**Q:** These cells differ only in volume. Which one is the crystal at rest, and what do the two gap columns mean?

SrO in the rock-salt structure, computed with Ansatz 0.2.0 using r2SCAN with spin-orbit coupling, PAW potentials, a plane-wave cutoff of 500 eV, an 8×8×8 k mesh and fixed occupations. The cell relaxed with r2SCAN is scaled equally along all axes, from −4 % to +4 % in edge length in steps of 1 %.

| volume (Å³/atom) | shortest distance (Å) | band gap (eV) | least direct gap (eV) |
| --- | --- | --- | --- |
| 15.192 | 2.477 | 3.642 | 3.642 |
| 15.672 | 2.502 | 3.705 | 3.705 |
| 16.162 | 2.528 | 3.747 | 3.760 |
| 16.661 | 2.554 | 3.766 | 3.805 |
| 17.171 | 2.580 | 3.780 | 3.843 |
| 17.692 | 2.606 | 3.789 | 3.874 |
| 18.222 | 2.631 | 3.795 | 3.898 |
| 18.764 | 2.657 | 3.797 | 3.916 |
| 19.315 | 2.683 | 3.754 | 3.754 |

**A:** The cell at 17.171 Å³ per atom has practically zero pressure in the same r2SCAN calculation. Smaller cells are squeezed and larger ones are pulled apart. The band gap is the energy from the highest filled level to the lowest empty one, wherever in the band structure each lies. The least direct gap requires both levels to have the same wave vector, that is, the same change of phase from cell to cell.

**Q:** Then why do the columns agree at both ends and differ in between?

**A:** Because the edges change place. Two wave vectors matter: at Γ a state repeats in phase from cell to cell, and at X it changes sign from one atomic layer to the next. In the two smallest cells both edges are at X. In the next six the filled edge is at Γ and the empty one at X, so the gap is indirect, and in the largest cell both are at Γ. The band gap column therefore joins three different transitions.

**Q:** Take the direct gap at X alone. Why does it widen when the crystal expands?

**A:** It grows from 3.642 to 3.916 eV over the first eight rows. The empty state at X is mostly Sr 4d, and its lobes meet in phase between Sr neighbours of the same layer. This bonding lowers the state towards the filled oxygen levels, and expansion undoes it. The electrostatic potential of the ions works the other way: it holds the Sr levels above the oxygen ones and weakens as the ions separate, so the widening is expected to be what remains after a partial cancellation. The filled level at X also sinks relative to the one at Γ, and this makes up much of the growth, as the next answer shows. The 4d character is standard knowledge for this oxide; the run lists no orbital make-up.

**Q:** If that gap keeps growing, why does the band gap level off?

**A:** From 16.162 to 18.764 Å³ the gap at X gains 0.156 eV, but the band gap only 0.050 eV. The other two thirds of the gain arise because the filled level at X sinks below the one at Γ, and the band gap is measured from the higher of the two. The growth at X itself also slows, from 45 meV in the step to 16.661 Å³ to 18 meV in the step to 18.764 Å³, and this flattens the curve further.

Theory offers a reason for the sinking. Filled Sr 4p shells push the oxygen 2p levels up. At Γ the head-on and sideways overlaps partly cancel, while at X the sign change makes the sideways ones cancel each other for the p orbitals that lie in the layers. These are expected to form the highest filled level at X, so the push on it is stronger there. Direct overlap between oxygens is expected to favour Γ, so the order is the outcome of a contest. Both sides weaken as the ions separate, but the push goes with the square of an overlap and should fade faster, which lets the level at X sink.

**Q:** Can I work out where the two filled levels cross?

**A:** Yes, from the difference between the gap columns, which in the indirect rows is the depth of X below Γ. It is 13 meV at 16.162 Å³ and 39 meV at 16.661 Å³, a growth of 26 meV over 0.499 Å³. Going back by 13 meV takes half that step, about 0.25 Å³, which puts the crossing near 15.9 Å³. The row at 15.672 Å³ was not used, and its filled edge is indeed at X. The estimate assumes a straight line over a short distance, so the bracket between the two rows is safer than the value itself.

**Q:** What happens in the last row? Does the gap at X suddenly close?

**A:** No, it is still at least 3.754 eV, because no direct gap in that row is smaller. What has changed is that another empty state, at Γ, has become the lowest. It is known to be s-like and antibonding between Sr and O, so stretching relieves it and brings it down, opposite to the d state at X. One row earlier the direct gap at Γ was at least 3.916 eV, since no direct gap was smaller; now it is 3.754 eV. That is a fall of at least 0.16 eV in one step, seen in a single row of a crystal under tension.

**Q:** I need a pressure coefficient for a real part. May I draw a line from the first row to the last?

**A:** No, although the result would look reasonable. That line gives 0.47 eV per unit of ln V (V is the volume), close to the 0.38 eV found around zero pressure, yet it joins a gap at X to a gap at Γ. Use the neighbours of the resting cell instead: in this r2SCAN calculation the band gap shrinks by about 4 meV per GPa of compression and the direct gap at X by about 12. For a real part these are estimates, to be checked against a better method or a measurement. The bulk modulus is 94 GPa, so 1 GPa changes the volume by roughly one per cent. The output below lists these slopes.

**Q:** Which digits would you defend?

**A:** The opposite responses of the direct gaps at X and Γ to expansion, more than any single gap or crossing volume. The order of the filled levels at 16.162 Å³ rests on only 13 meV and is delicate. The rise of 2 meV between 18.222 and 18.764 Å³ should be read as a plateau, because no test of the plane-wave cutoff is at hand. The gaps themselves are expected to be too small, as is usual for this functional. A better method could shift Γ and X by different amounts, and the crossing volumes would move with them.

Printed output of the fit:

```
Band edges and steps from the row before:
     row  pressure GPa  valence top at X  conduction minimum at X  direct less band gap meV  step of band gap meV  step of direct gap meV
  15.192         15.08                 1                        1                         0                   n/a                     n/a
  15.672         10.49                 1                        1                         0                    63                      63
  16.162         6.498                 0                        1                        13                    42                      55
  16.661          3.02                 0                        1                        39                    19                      45
  17.171      0.001105                 0                        1                        63                    14                      38
  17.692        -2.614                 0                        1                        85                     9                      31
  18.222        -4.871                 0                        1                       103                     6                      24
  18.764        -6.812                 0                        1                       119                     2                      18
  19.315        -8.475                 0                        0                         0                   -43                    -162
Rise of the Gamma-to-X gap from 16.162 to 18.764 (eV): 0.05
Rise of the X-to-X gap from 16.162 to 18.764 (eV): 0.156
Part of the X-to-X rise that comes from the valence offset (percent): 67.95
Rise of the X-to-X gap from 15.192 to 18.764 (eV): 0.274
Slope of the Gamma-to-X gap against ln V at zero pressure (eV): 0.3831
Slope of the X-to-X gap against ln V at zero pressure (eV): 1.149
Pressure slope of the Gamma-to-X gap at zero pressure (meV/GPa): -4.082
Pressure slope of the X-to-X gap at zero pressure (meV/GPa): -12.25
Bulk modulus from the pressures (GPa): 93.84
Bulk modulus from the energies (GPa): 93.59
Slope of the X-to-X gap against ln V in the first step (eV): 2.025
Slope of the X-to-X gap against ln V in its last step (eV): 0.6141
Gamma-to-Gamma slope against ln V in the last step, at least this steep (eV): -5.597
Misleading slope of the band gap between the two end rows (eV): 0.4664
Estimated volume where the valence tops at X and Gamma meet (A3/atom): 15.91
```
